**Notebook page: diamond and simple cubic in the metals of groups 1 to 3**

An atom has six nearest neighbours in simple cubic and four in diamond. The table compares the two structures at the BLYP level, each at its own best volume. A positive energy difference means that diamond lies higher. Neither structure is the ordinary form of these metals; both are held in their symmetry and may be unstable if released.

The table compares metals of groups 1 to 3 in simple cubic (structure 1) and diamond (structure 2), with volumes per atom and energies extrapolated to zero smearing. The equation-of-state runs used Ansatz 0.2.0 with BLYP, scalar-relativistic plane-wave PAW, no spin polarisation, a cutoff of 420 eV and Fermi-Dirac smearing of width 0.1 eV.

```
element  distinct k-meshes among the runs behind the row   Z  valence electrons    k mesh  energy of structure 2 less structure 1, BLYP (meV/atom)  volume of structure 1, BLYP (Å³)  volume of structure 2, BLYP (Å³)  volume of structure 2, BLYP over volume of structure 1, BLYP, less one (%)
     Li                              10x10x10 / 13x13x13   3                  1  10×10×10                                                      376                             20.17                             27.93                                                                        38.5
     Be                              12x12x12 / 16x16x16   4                  2  12×12×12                                                      452                             10.53                             15.35                                                                        45.8
     Na                                 8x8x8 / 10x10x10  11                  1     8×8×8                                                      116                             41.36                             63.56                                                                        53.7
     Sc                                 9x9x9 / 12x12x12  21                  3     9×9×9                                                     1037                             26.79                             38.61                                                                        44.1
     Cs                                    5x5x5 / 7x7x7  55                  1     5×5×5                                                       43                            146.53                            224.61                                                                        53.3
     Ba                                    6x6x6 / 9x9x9  56                  2     6×6×6                                                      468                             67.05                            167.51                                                                       149.8
     Lu                                 8x8x8 / 11x11x11  71                  3     8×8×8                                                      878                             34.15                             54.56                                                                        59.8
```

**1. Which structure lies lower, and why?**

Simple cubic lies lower in all seven elements. The table does not isolate the cause, but theory suggests two. The lowest states of a metal's bands deepen as the number of neighbours grows, and elements with few electrons in their s, p and d bands fill mainly these low states. Also, ions in a nearly even sea of electrons have a lower electrostatic energy in simple cubic than in the more open diamond net of the same volume. Going from six neighbours to four should therefore cost energy. This is not a law: a half-filled band of s states alone is expected to lean towards fewer neighbours, which matters in question 3.

**2. How much more room should diamond need?**

Suppose that attraction and repulsion both simply add up over the nearest neighbours only. The best distance $d$ between neighbours is then the same in both structures, and geometry settles the volume per atom $V$:

$$V_{\text{simple cubic}}=d^3,\qquad V_{\text{diamond}}=\frac{8}{3\sqrt3}\,d^3\approx1.54\,d^3 .$$

For beryllium this gives $1.54\times10.53=16.2$ Å³, about 6 % above the computed 15.35 Å³. The factor is pure geometry, so no row had a part in setting it.

The rule works best for sodium and caesium. Bonds in diamond are up to about 3.5 % shorter in lithium, beryllium and scandium, as can happen when fewer neighbours share the same electrons. In lutetium they are slightly longer. The printed output after this text also tests a version in which every bond shortens by Pauling's rule; it does better only for lithium and scandium.

**3. Why does the energy difference shrink from lithium to caesium?**

The atoms grow, and electrons couple more weakly over longer bonds. The cost of losing two neighbours should therefore fall, and it does, from 376 to 43 meV per atom. The size of the fall is harder to explain. The bond in simple cubic becomes 1.9 times longer, so an energy that goes as one over length would fall by that factor, whereas the computed one falls almost ninefold. Longer bonds thus give the direction, but this simple scaling does not give the amount. The bands offer a hint. In diamond the filled and empty bands overlap by about 1 eV in lithium, by about 0.2 eV in sodium and not at all on the mesh used for caesium. The closer diamond comes to splitting into a filled bonding and an empty antibonding band, the less it should lose. This fits the fall without proving its cause.

**4. What changes if caesium is replaced by lutetium?**

The difference rises from 43 to 878 meV per atom. Lutetium has three valence electrons instead of one, and its d states take part in the bonding. By the argument of question 1, more bonding electrons then lose by the step to four neighbours. Its bonds are also much shorter, 3.24 Å against 5.27 Å in simple cubic, so the electrons couple more strongly. The table does not separate the two causes. Nor do they fix the size: beryllium has twice the valence electrons of lithium and shorter bonds, yet its difference is only 76 meV larger. Scandium, also in group 3, has the largest difference in the table.

More electrons do not favour simple cubic without end. In silicon, an element of group 14, four valence electrons an atom just fill the bonding states of the diamond structure and leave the antibonding ones empty. There diamond wins.

**5. Why does barium break the volume rule?**

Equal bonds would give barium about 103 Å³ in diamond, but the table has 167.51 Å³. Its bonds are 18 % longer than in simple cubic, and the solid is very soft. Barium is here in a different, expanded state.

The likely cause is its pair of outer s electrons. A filled s shell bonds poorly unless it mixes with empty states, in barium chiefly the d states. In the diamond form, filled and empty bands overlap by only a few tenths of an eV, and by less as the crystal expands. In beryllium, which also has two valence electrons, they overlap by more than 5 eV, and its bonds do not stretch. This fits the explanation but does not prove it, since band overlap is not a direct measure of mixing.

The volumes examined for barium reach down only to about 142 Å³, and there the pressures show that the solid has stopped stiffening under compression, as can happen ahead of a collapse. A second, denser state near 103 Å³ remains possible, and if it lay lower, the difference of 468 meV would shrink.

**6. Which digits survive a change of smearing?**

Smearing spreads the electrons over states near the Fermi level, and the energies are then corrected back to zero smearing. For diamond this correction is about 2 % of the energy difference in lithium and beryllium, but a third of it in caesium. Simple cubic has a correction of the same sign, so part should cancel. Even so, the 43 meV of caesium is best read as "a few tens", all the more since the program flagged a rough exchange-correlation potential in its thin electron density, and its coarse k mesh was not tested for convergence. On that mesh the diamond run even shows a gap of 0.17 eV. The gap is not real: the symmetry of diamond makes the highest filled and the lowest empty band touch at the X point, which a 5×5×5 mesh misses.

Volumes feel the smearing too. In scandium the pressure of the smeared diamond crystal vanishes near 40.9 Å³, while the corrected energies give 38.61 Å³. Halving the smearing width should cut the correction to roughly a quarter, because it grows about as the square of the width where the density of states is smooth over that width. In caesium and barium, whose bands in diamond overlap by no more than about twice the width, the rule may not hold.

**7. What would smaller smearing leave untouched?**

It would leave the functional, the spin treatment and the PAW datasets as they are. The datasets were made for the PBE functional, not for BLYP. BLYP does not reproduce the uniform electron gas, which simple metals resemble, and it tends to bind metals too weakly. All runs were made without spin, so whether the roomy diamond form of scandium would become magnetic is untested. Its smearing correction, the largest of the seven, points to many states at the Fermi level, which favours a moment; a moment in diamond alone would shrink the 1037 meV. The ratio of 1.54 at equal bonds is geometry and holds under any functional.

Numerical output:

```
Bonds and volume models:
  row  'simple cubic bond in Å'  'diamond bond in Å'  'bond change in %'  'equal-bond miss in % points'  'shortened-bond miss in % points'
   Li                     2.722                2.628              -3.472                          15.46                              -1.78
   Be                     2.192                2.152              -1.805                           8.16                             -13.05
   Na                     3.458                3.456            -0.06175                         0.2601                             -13.42
   Sc                     2.992                2.927              -2.177                           9.86                              -5.88
   Cs                     5.272                5.264             -0.1462                         0.6601                             -8.412
   Ba                     4.063                4.774               17.51                         -95.84                             -107.5
   Lu                     3.244                3.285               1.241                          -5.84                              -20.4
Extra volume of diamond at equal bonds in %: 53.96
Mean size of equal-bond miss without Ba in % points: 6.707
Mean size of shortened-bond miss without Ba in % points: 10.49
Ratio of energy differences, Li over Cs: 8.744
Ratio of simple cubic bonds, Cs over Li: 1.937
Power of inverse bond length from Li to Na: 4.913
Power of inverse bond length from Na to Cs: 2.354
Energy difference of Be less that of Li in meV/atom: 76
Energy difference of Lu less that of Cs in meV/atom: 835
Smearing and stiffness of diamond:
  row  'smearing correction in meV/atom'  'share of energy difference in %'  'zero-pressure volume in Å³'  'table volume against it in %'  'rough bulk modulus in GPa'
   Li                              7.865                              2.092                         28.32                          -1.393                        3.599
   Be                               8.69                              1.923                         15.36                        -0.04182                        38.71
   Na                               7.71                              6.646                          63.5                         0.09087                        2.258
   Sc                              62.88                              6.063                         40.85                          -5.495                        6.174
   Cs                                 14                              32.55                         228.5                          -1.717                       0.5911
   Ba                                 51                               10.9                         161.3                           3.858                        1.345
   Lu                              47.21                              5.377                         55.24                          -1.229                        11.05
Ba diamond volume at equal bonds in Å³: 103.2
Smallest Ba diamond volume in the runs shown in Å³: 141.9
Ba diamond band overlap at volume factor 0.88 in eV: 0.318
Ba diamond band overlap at volume factor 1.08 in eV: 0.1245
Be diamond band overlap at volume factor 1.00 in eV: 5.594
```
